The chemical shift of a nucleus is a difference between two magnetic shieldings, that of a reference compound and that of the compound of interest:

δ = σ(reference) − σ(sample)

The shielding σ is the fraction, in parts per million, by which the electrons weaken an applied magnetic field at the nucleus. Here both shieldings of boron were computed with one hybrid density functional, for isolated molecules at fixed geometries, in four basis sets. A positive shift means that boron is less shielded than in the reference, the ether adduct of boron trifluoride. Each error column gives the computed shift less the measured one.

11B chemical shifts against BF3·OEt2, computed with PySCF 2.14.0 (GIAO PBE0, density fitting, non-relativistic, gas phase) at PBE0-D3(BJ)/def2-SVP geometries. Each computed shift is the shielding of the reference at the same level less that of the sample; the medium listed is that of the measurement. Atoms are numbered in SMILES order, leaving out hydrogens.

```
      case (SMILES)    medium  measured (ppm)  6-31G less measured (ppm)  IGLO-III less measured (ppm)  aug-cc-pVDZ less measured (ppm)  cc-pVTZ less measured (ppm)
      [BH4-] atom 1  unstated             -40                       -6.4                         -12.9                             -8.2                        -11.8
[BH3-][NH3+] atom 1       THF             -22                       -2.6                          -1.8                              0.2                         -3.1
C[B-](C)(C)C atom 2  unstated           -20.2                       -6.4                          -5.0                             -3.4                         -7.9
F[B-](F)(F)F atom 2  unstated            -1.6                       -0.5                           0.0                             -0.5                         -0.1
O[B-](O)(O)O atom 2  unstated             1.1                       -2.2                           0.5                              0.8                          0.4
      OB(O)O atom 2  unstated            18.8                       -3.4                           2.0                              0.0                          0.8
      CB(C)C atom 2  unstated            86.2                       -9.3                           4.4                             -3.4                         -0.8
```

Averaged over the seven rows without regard to sign, the error is 2.4 ppm in aug-cc-pVDZ, 3.6 in cc-pVTZ, 3.8 in IGLO-III and 4.4 in 6-31G. This ranking seems to recommend aug-cc-pVDZ. The shieldings behind the shifts give a different picture. In every molecule the boron shielding falls in the order 6-31G, aug-cc-pVDZ, cc-pVTZ, IGLO-III, and the computed total energy falls in the same order.

For a fixed functional and geometry, a lower total energy marks a basis closer to the limit for the energy, and this mark owes nothing to experiment. For the shielding it is only a guide, because much of the gain can come from the inner shells. IGLO-III, however, was designed for magnetic properties, which makes it a reasonable end of the series. The best average agreement therefore sits at the second stop of a drift that is still under way. A method that agrees best before it has converged owes the agreement to errors that cancel.

The drift has a plausible physical origin. Electrons circulating around boron shield it, much as in a free atom. In a molecule the field also mixes occupied bonding orbitals with empty ones, and the currents that result usually work the other way: they deshield the nucleus. This second response is strong when an empty orbital lies close in energy, and it weighs most heavily where p electrons come near the nucleus. Theory thus suggests that a basis with too little freedom there holds the response back and leaves boron too well shielded. The calculation also prints the two parts of the shielding separately. In trimethylborane the first part even rises from 6-31G to IGLO-III, from 186.0 to 189.3 ppm, so the whole fall comes from the second, as expected. In tetrafluoroborate, however, the first part falls by 7.9 ppm, more than half of the total. Such a split depends on the basis and on the way it is defined, so it supports the explanation without proving it for every row. The four sets differ in several respects at once, so the table shows the drift but cannot assign it to one kind of basis function.

The reference drifts as well. Adding the computed shielding and shift of any sample gives the shielding of the reference, which falls from 113.1 ppm in 6-31G to 100.0 ppm in IGLO-III, by 13.1 ppm. The error of a row therefore changes only by the amount by which the sample falls more, or less, than the reference:

change of error = fall of σ(sample) − fall of σ(reference)

The first row, the borohydride ion, falls less. Its boron shielding drops by only 6.6 ppm between 6-31G and IGLO-III, half the drop of the reference. Its error accordingly grows from −6.4 to −12.9 ppm, although the basis has improved. The bonding may account for part of this: four B–H bonds use all the valence p orbitals of boron, and no empty one is left at low energy for the field to mix in. It cannot be the whole reason, because the other compounds with fourfold boron share this feature and their shieldings still fall by 13.6 ppm or more.

The hydrogens of the same ion form a neighbouring series. Their shielding changes only from 32.4 ppm in 6-31G to 31.6 ppm in IGLO-III. Hydrogen has no valence p shell of its own, so the deshielding currents close to its nucleus are weak, and there is little for a stiff basis to suppress. The large drift thus belongs to a nucleus surrounded by p electrons, not to shieldings in general. Proton shifts do, however, span a much narrower range, so even a small drift counts there.

Ammonia-borane and the tetramethylborate ion come next, and their shieldings fall by only slightly more than that of the reference. Between the first and the last basis their errors therefore change little. On the way, however, the error of tetramethylborate zigzags: −6.4, −3.4, −7.9 and −5.0 ppm in order of falling energy. Its own shielding falls at each step, but the sample and the reference take their large steps at different places. An error that jumps back and forth while both shieldings move steadily is a sign that the two are not converging together.

The tetrafluoroborate ion shows the most deceptive pattern. Its error never exceeds 0.5 ppm in size, whichever basis is used, and a reader who saw this row alone would call the shift converged even in 6-31G. Yet its shielding falls by 13.6 ppm, almost exactly as much as that of the reference. Boron is surrounded by fluorine here and by fluorine and oxygen there, so the two nuclei respond alike and the basis error drops out of the difference. The row shows how well a similar reference cancels errors, not how small those errors are.

The tetrahydroxyborate ion has a related environment of four oxygen atoms. Its error is −2.2 ppm in 6-31G and stays below 1 ppm in the other three sets. Agreement of this kind should not be carried over to boron atoms with hydrogen or carbon neighbours, for which the reference is a poorer match.

With boric acid the table passes from four neighbours to three. Trigonal boron keeps a p orbital perpendicular to its bonds, which the oxygen lone pairs fill only in part. The shielding now falls by 18.5 ppm, clearly more than that of the reference, and the error moves from −3.4 to +2.0 ppm, passing through zero in aug-cc-pVDZ. That zero is no proof of quality. The computed structure has one hydrogen about 0.9 Å out of the plane of the heavy atoms, so it is not the planar form of the molecule. The comparison between bases at this fixed structure still holds, but the agreement with experiment validates little.

Trimethylborane, the last row, is the counterpart of borohydride. Its methyl groups feed far less charge into the empty p orbital than oxygen does. A field lying in the molecular plane can turn electrons from the B–C bonds into that orbital, and boron becomes strongly deshielded. From 6-31G to IGLO-III the shielding falls by 26.8 ppm, twice the fall of the reference, and the error swings from −9.3 to +4.4 ppm.

The error of −0.8 ppm in cc-pVTZ is a point on this swing. Passing on to IGLO-III still raises the shift by 5.2 ppm, several times the apparent error. The test for such a case is simple: an error can be read no more finely than the change that the next better basis brings. By this test the good agreement of trimethylborane fails, whereas the bad result for borohydride stands, since its shift moves by only 1.1 ppm in the same step.

Three rows that behave so differently turn out to share one rule. A bare boron atom has a shielding of roughly 200 ppm, a recalled round figure, and the deficit below this value measures how strongly the molecule deshields its boron. From 6-31G to IGLO-III the deficit grows by about 16 per cent in borohydride, in tetrafluoroborate and in trimethylborane alike. Trimethylborane, which has the largest deficit, also drifts most. The match is a pattern rather than proof of one mechanism: in borohydride, whose deficit is small, the percentage depends noticeably on the round figure of 200 ppm.

This suggests an estimate without adjustable constants. The shift is the deficit of the sample less that of the reference, so if both deficits grow by the same factor, the shift is stretched by that factor too. The reference alone supplies it:

(200 − 100.0) / (200 − 113.1) = 1.15

For trimethylborane the 6-31G shift is 86.2 − 9.3 = 76.9 ppm. A stretch by 15 per cent should raise it by about 12 ppm, and the calculation gives 13.7 ppm. For borohydride the same factor predicts a change of −7.0 ppm, against −6.5 ppm computed.

The estimate works at the two ends of the table and fails between them. For the four other compounds with fourfold boron it gives the wrong sign, and for boric acid less than half of the computed change. The fractional growth is not quite common: it reaches 24 per cent in tetramethylborate. Where the shift is small, it is a small difference between two large deficits, and a modest inequality in their growth outweighs the stretch. The rule therefore describes the widening of the whole scale but not the fine order within it.

That widening can be seen without any reference compound. In the difference between the shifts of trimethylborane and borohydride the reference cancels, and the measured value is 126.2 ppm. The computed difference is 2.9 ppm too small in 6-31G, then 4.8 ppm too large in aug-cc-pVDZ, and 17.3 ppm too large in IGLO-III. The smallest basis comes nearest because its errors at the two ends, −9.3 and −6.4 ppm, have the same sign and largely cancel. Good differences between poor shifts betray the same compensation as the good average did.

What remains in the best basis need not all be basis error, although the shift of trimethylborane has not settled even there. Approximate functionals often make the gap between occupied and empty orbitals too small, which exaggerates the deshielding response and would widen the scale further. This may contribute here, but with a single functional it stays untested. Nor can one common stretch be the whole account, since the IGLO-III error is −12.9 ppm on a measured shift of −40 ppm for borohydride, but only +4.4 ppm on 86.2 ppm for trimethylborane.

Borohydride may therefore need a cause of its own. The calculation treats an isolated, motionless ion, while the measured one vibrates and has neighbours, and either difference could matter. So could the B–H distance, which was optimised in a small basis, and the functional itself. Ammonia-borane, however, speaks against a fixed error per B–H bond: with three such bonds it should then be off by about −9.7 ppm in IGLO-III, but its error is only −1.8 ppm. The shifts of tetrafluoroborate and tetrahydroxyborate agree well without any surroundings, but this does not rule out an effect on borohydride, since no calculation here includes a medium. The numbers do speak against a poor basis as the cause: each step that improved the basis raised the size of the borohydride error, from 6.4 through 8.2 and 11.8 to 12.9 ppm.
